**Rules of thumb for the α-sensitivity of 2p3/2, 3s and total energies in neutral atoms of groups 8 and 9**

The table holds Dirac-Coulomb Hartree-Fock eigenvalues and slopes q = dε/dx, with x = (α/α0)² − 1, for Fe, Ru, Os, Co, Rh and Ir (configuration average, Fermi nucleus, no Breit, QED or correlation). The program tests q = kε(Zα)² with k = 0.52 for 3s and k = 0.05(1 − 58/Z) for 2p3/2, power laws in Z, a Slater-screened sum of Dirac slopes and the virial identity q = −(T + E)/2 for the total energy. Relative to the table, the 2p3/2 rule holds to 3.6 % including the change of sign, the two 3s rules to 7.6 % and 6.5 %, the Z^4.5 rule to 4.0 % and the virial identity to 0.3 %. With one period left out of the fit, the errors reach 4 % for 2p3/2 and 11 to 14 % for the 3s and total-energy rules. The omitted Breit shift of 2p3/2 is 57 % of q in Co and 122 % in Ru, far above the error of the rule, so the place of the sign change holds for the Dirac-Coulomb model only.

Calculated values. Spherical neutral atoms in B-spline radial code 1 at the basis-set limit: Dirac-Coulomb Hartree-Fock, averaged over the nl configuration, Fermi nucleus (skin thickness 2.3 fm), no Breit or QED terms. The slopes q = dε/dx (dE/dx for the total energy E), at x = (α/α0)² − 1 = 0, come from runs with the speed of light scaled by 0.98 and 1.02.

## The fit in Python

```python
# Table: Dirac-Coulomb Hartree-Fock (B-spline radial code, nl average, Fermi nucleus, no Breit/QED)
# eigenvalues and q = d(eps)/dx, x = (alpha/alpha0)^2 - 1, for neutral atoms of groups 8 and 9.
# Tested: hand rules q = k*eps*(Z alpha)^2 (3s, 2p3/2), power laws, Slater-Dirac sum, virial identity.
T = {
    'ion': ['Fe', 'Ru', 'Os', 'Co', 'Rh', 'Ir'],
    'Z': [26, 44, 76, 27, 45, 77],
    'configuration': ['[Ar] 3d6 4s2', '[Kr] 4d7 5s1', '[Xe] 4f14 5d6 6s2', '[Ar] 3d7 4s2', '[Kr] 4d8 5s1', '[Xe] 4f14 5d7 6s2'],
    'e_2p32': [-745.119, -2887.35, -10970.3, -818.37, -3054.54, -11315.5],  # eV
    'e_3s12': [-116.184, -611.753, -3110.35, -126.092, -654.894, -3233.26],  # eV
    'q_2p32': [1.676, 4.774, -41.43, 1.789, 4.763, -44.96],  # eV
    'q_3s12': [-2.238, -30.48, -513.0, -2.709, -34.22, -549.8],  # eV
    'q_total': [-252.2, -2517, -31630, -296.7, -2782, -33750],  # eV
}
import numpy as np
from scipy.constants import alpha, physical_constants as pc
Ha = pc['Hartree energy in eV'][0]
ion = list(T['ion'])
Z, e2, e3, q2, q3, qt = (np.array(T[k], float) for k in ('Z', 'e_2p32', 'e_3s12', 'q_2p32', 'q_3s12', 'q_total'))
s = (Z*alpha)**2; dx = 0.98**-2 - 1.02**-2
def E(z, n, k, f=1.0):
    a = alpha/f
    return Ha/a**2*(1/np.sqrt(1 + (z*a/(n - k + np.sqrt(k*k - (z*a)**2)))**2) - 1)
qD = lambda z, n, k: (E(z, n, k, 0.98) - E(z, n, k, 1.02))/dx
def row(lab, v, f='%9.4f'): print('%-33s' % lab + ''.join(f % x for x in v))
err = lambda m, y: 100*(m/y - 1)
P = '%9.1f'
row('row', ion, '%9s'); row('(Z alpha)^2', s)
fl = max((50*10**(np.floor(np.log10(abs(q))) - 3)/abs(q)).max() for q in (q2, q3, qt))
print('rounding floor of q (4 figures): <= %.3f %%' % fl)
k3 = q3/(e3*s); k2 = q2/(e2*s); h3 = qD(Z, 3, 1)/(E(Z, 3, 1)*s); h2 = qD(Z, 2, 2)/(E(Z, 2, 2)*s)
row('3s k=q/(eps (Za)^2)', k3); row('3s k, bare Dirac ion', h3); row('3s k/k_bare', k3/h3, '%9.2f')
print('3s k mean %.3f, min %.3f, max %.3f' % (k3.mean(), k3.min(), k3.max()))
row('3s rule 0.52 eps (Za)^2, err %', err(0.52*e3*s, q3), P)
row('3s rival -1.9e-7 Z^5 eV, err %', err(-1.9e-7*Z**5, q3), P)
row('2p3/2 k', k2); row('2p3/2 k, bare Dirac ion', h2)
mb, a = np.polyfit(1/Z, k2, 1)
print('2p fit k=a-b/Z: a=%.4f b=%.3f zero at Z=%.1f' % (a, -mb, -mb/a))
r2 = 0.05*(1 - 58/Z)*e2*s
row('2p rule .05(1-58/Z), err %', err(r2, q2), P); row('2p rule, err eV', r2 - q2, '%9.3f')
b16 = np.sum((1/16 - k2)/Z)/np.sum(1/Z**2)
row('2p rival 1/16-%.2f/Z, err %%' % b16, err((1/16 - b16/Z)*e2*s, q2), P)
row('total -1.05e-4 Z^4.5 eV, err %', err(-1.05e-4*Z**4.5, qt), P)
core = [(1, 1, 2, 0.30), (2, 1, 4, 4.15), (2, 2, 4, 4.15), (3, 1, 4, 11.25), (3, 2, 4, 11.25)]  # n,|kappa|,N,Slater
sd = sum(N*qD(Z - sg, n, k) for n, k, N, sg in core); c = np.mean(qt/sd)
row('total Slater-Dirac core, err %', err(sd, qt), P); row('  same times %.3f, err %%' % c, err(c*sd, qt), P)
# further outputs of the same runs, hartree: kinetic, total, repulsion at c*0.98 and c*1.02
X = {'Fe': (1289.916, -1271.392, 484.3739, 484.1727), 'Ru': (4714.102, -4529.269, 1718.827, 1717.058),
     'Os': (19589.2, -17271.04, 6423.219, 6405.876), 'Co': (1413.798, -1392.002, 535.2158, 534.9842),
     'Rh': (4986.909, -4782.646, 1814.66, 1812.723), 'Ir': (20320.17, -17846.76, 6631.391, 6612.955)}
A = np.array([X[i] for i in ion]); vir = -(A[:, 0] + A[:, 1])/2*Ha
row('virial -(T+E)/2, eV', vir, P); row('virial err %', err(vir, qt), '%9.2f')
row('d(repulsion)/dx, eV', (A[:, 2] - A[:, 3])/dx*Ha, P)
row('bare 3s slope / whole shift', qD(Z, 3, 1)/(E(Z, 3, 1) + Ha*Z**2/18), '%9.2f')
per = np.digitize(Z, [36, 54]); pw = {}
for nm, q in (('3s', q3), ('total', qt)):
    f = lambda m: np.polyfit(np.log(Z[m]), np.log(-q[m]), 1)[0]
    pw[nm] = f(per >= 0)
    print('exponent %s: all %.2f, 3d-4d %.2f, 4d-5d %.2f' % (nm, pw[nm], f(per < 2), f(per > 0)))
print('leave one period out, err % on its two rows:')
for p, nm in enumerate(('3d', '4d', '5d')):
    m = per != p; o = ~m; c2 = np.polyfit(1/Z[m], k2[m], 1)
    pl = [err(-np.exp(np.polyval(np.polyfit(np.log(Z[m]), np.log(-q[m]), 1), np.log(Z[o]))), q[o]) for q in (q3, qt)]
    v = (*err(np.polyval(c2, 1/Z[o]), k2[o]), -c2[0]/c2[1], *err(k3[m].mean(), k3[o]), *pl[0], *pl[1])
    print(' %s: 2p %.1f %.1f (zero Z=%.1f) | 3s k %.1f %.1f | 3s pow %.1f %.1f | tot pow %.1f %.1f' % (nm, *v))
for i in (ion.index('Ru'), ion.index('Os')):
    print('worked %s: eps3s*s=%.2f rule %.2f table %.2f eV' % (ion[i], e3[i]*s[i], 0.52*e3[i]*s[i], q3[i]))
    print('  2p: k=%.5f eps*s=%.1f rule %.3f table %.3f eV' % (0.05*(1 - 58/Z[i]), e2[i]*s[i], r2[i], q2[i]))
    print('  total: Z^4.5=%.4g rule %.0f table %.0f eV' % (Z[i]**4.5, -1.05e-4*Z[i]**4.5, qt[i]))
# further outputs of the same runs: eps(2p1/2) hartree, Breit shifts of 2p3/2 and 3s in eV
for nm, p1, b2, b3 in (('Co', -30.62789, 1.027547, 0.1300828), ('Ru', -110.9474, 5.811144, 0.9370573)):
    i = ion.index(nm)
    print('%s: 2p splitting %.1f eV; Breit/|q| 2p3/2 %.0f %%, 3s %.1f %%' % (nm, e2[i] - p1*Ha, 100*b2/abs(q2[i]), 100*b3/abs(q3[i])))
print('q2p Ru - Rh = %.3f eV' % (q2[ion.index('Ru')] - q2[ion.index('Rh')]))
assert (q3 < 0).all() and (qt < 0).all()
assert (q2[Z < 50] > 0).all() and (q2[Z > 70] < 0).all()
assert 4 < pw['total'] < 5 and pw['3s'] > 4
assert (abs(err(vir, qt)) < 1).all()
```

Output:

```
row                                     Fe       Ru       Os       Co       Rh       Ir
(Z alpha)^2                         0.0360   0.1031   0.3076   0.0388   0.1078   0.3157
rounding floor of q (4 figures): <= 0.030 %
3s k=q/(eps (Za)^2)                 0.5351   0.4833   0.5362   0.5534   0.4846   0.5386
3s k, bare Dirac ion                0.2565   0.2697   0.3224   0.2570   0.2707   0.3250
3s k/k_bare                           2.09     1.79     1.66     2.15     1.79     1.66
3s k mean 0.522, min 0.483, max 0.553
3s rule 0.52 eps (Za)^2, err %        -2.8      7.6     -3.0     -6.0      7.3     -3.5
3s rival -1.9e-7 Z^5 eV, err %         0.9      2.8     -6.1      0.6      2.5     -6.5
2p3/2 k                            -0.0625  -0.0160   0.0123  -0.0563  -0.0145   0.0126
2p3/2 k, bare Dirac ion             0.0629   0.0637   0.0664   0.0630   0.0638   0.0665
2p fit k=a-b/Z: a=0.0504 b=2.911 zero at Z=57.8
2p rule .05(1-58/Z), err %            -1.5     -0.8     -3.6      1.9     -0.1     -2.0
2p rule, err eV                     -0.025   -0.038    1.472    0.035   -0.005    0.882
2p rival 1/16-3.33/Z, err %            5.2    -17.3     51.8      8.3    -19.9     52.6
total -1.05e-4 Z^4.5 eV, err %        -3.0      3.7     -3.5     -2.3      3.8     -4.0
total Slater-Dirac core, err %        -7.9     -7.0     -8.4     -7.6     -7.0     -8.4
  same times 1.084, err %             -0.2      0.8     -0.7      0.1      0.8     -0.8
virial -(T+E)/2, eV                 -252.0  -2514.8 -31540.2   -296.5  -2779.1 -33652.5
virial err %                         -0.07    -0.09    -0.28    -0.05    -0.10    -0.29
d(repulsion)/dx, eV                   68.4    601.2   5894.4     78.7    658.3   6265.8
bare 3s slope / whole shift           1.02     1.05     1.19     1.02     1.06     1.20
exponent 3s: all 5.07, 3d-4d 4.96, 4d-5d 5.17
exponent total: all 4.51, 3d-4d 4.38, 4d-5d 4.64
leave one period out, err % on its two rows:
 3d: 2p -0.3 3.2 (zero Z=57.8) | 3s k -4.6 -7.7 | 3s pow -10.2 -9.8 | tot pow -13.2 -12.1
 4d: 2p -2.3 -1.8 (zero Z=57.6) | 3s k 11.9 11.6 | 3s pow 5.6 5.4 | tot pow 7.1 7.2
 5d: 2p -4.0 -2.4 (zero Z=58.0) | 3s k -4.1 -4.5 | 3s pow -10.2 -10.6 | tot pow -12.9 -13.5
worked Ru: eps3s*s=-63.07 rule -32.80 table -30.48 eV
  2p: k=-0.01591 eps*s=-297.7 rule 4.736 table 4.774 eV
  total: Z^4.5=2.486e+07 rule -2611 table -2517 eV
worked Os: eps3s*s=-956.68 rule -497.47 table -513.00 eV
  2p: k=0.01184 eps*s=-3374.2 rule -39.958 table -41.430 eV
  total: Z^4.5=2.908e+08 rule -30539 table -31630 eV
Co: 2p splitting 15.1 eV; Breit/|q| 2p3/2 57 %, 3s 4.8 %
Ru: 2p splitting 131.7 eV; Breit/|q| 2p3/2 122 %, 3s 3.1 %
q2p Ru - Rh = 0.011 eV
```
